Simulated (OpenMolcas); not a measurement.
**PH2 (SMILES [PH2]): methods side by side**

PH2 has 3 atoms, charge 0, and is taken as a doublet. As SMILES, `[PH2]`. The shape is that of a GFN2-xTB optimisation.

```xyz
3

P     0.5145   -0.3028    0.2527
H     0.1115    1.0274    0.1724
H    -0.6260   -0.7246   -0.4251
```

Each level gives the energy change with the P1–H2 bond stretched from 1.392 to 2.088 Å (eV). The values are calculated.

```csv
level,kind,program,value (eV),less FCI/pcseg-0
ROHF/pcseg-0,Hartree–Fock,OpenMolcas,1.69,+0.56
UHF/pcseg-0,Hartree–Fock,OpenMolcas,1.32,+0.19
UPBE0/pcseg-0,global hybrid,OpenMolcas,1.44,+0.31
"CASPT2(7,6)/pcseg-0",multireference,OpenMolcas,1.11,-0.02
"CASSCF(7,6)/pcseg-0",multireference,OpenMolcas,1.05,-0.08
"MRCI(7,6)/pcseg-0",multireference,OpenMolcas,1.12,-0.01
"SC-NEVPT2(7,6)/pcseg-0",multireference,OpenMolcas,1.11,-0.02
ROCCSD(T)/pcseg-0,coupled cluster or CI,OpenMolcas,1.13,0.00
FCI/pcseg-0,exact in the basis,OpenMolcas,1.13,0.00
```

FCI/pcseg-0 is exact within its basis and frozen core, so for wave-function methods in that basis the difference is their error; functionals converge differently with the basis, so for them it is only a difference. The first shape isn't each level's own minimum. The values span 1.05 to 1.69 eV. Spin contamination of the reference (⟨S²⟩ at least 0.1 too high) touches UHF/pcseg-0. All rows use very small basis sets, so even the best lies far from the true value.

Stretching the P–H bond mainly tests left-right correlation. As the overlap between the phosphorus 3p-rich bonding orbital and hydrogen 1s falls, the σ and σ* levels approach each other, and a doubly occupied σ orbital retains too much ionic character. ROHF therefore overestimates the cost by 0.56 eV. UHF lets the two electrons of the pair localise on different atoms and removes much of that excess, though at the price of a pure doublet.

CASSCF, whose active space covers the full valence shell, overcorrects slightly, to 1.05 eV. It handles the near-degeneracy but omits most dynamic correlation, which is probably larger for the compact pair in the unstretched bond. Adding that correlation by CASPT2, SC-NEVPT2 or MRCI brings the result within 0.02 eV of FCI.

ROCCSD(T) matches FCI to the printed precision, so a single reference with triples still suffices at this elongation. That agreement can't be carried over to full dissociation, where the σ and σ* configurations become nearly equal in weight and perturbative triples can fail.
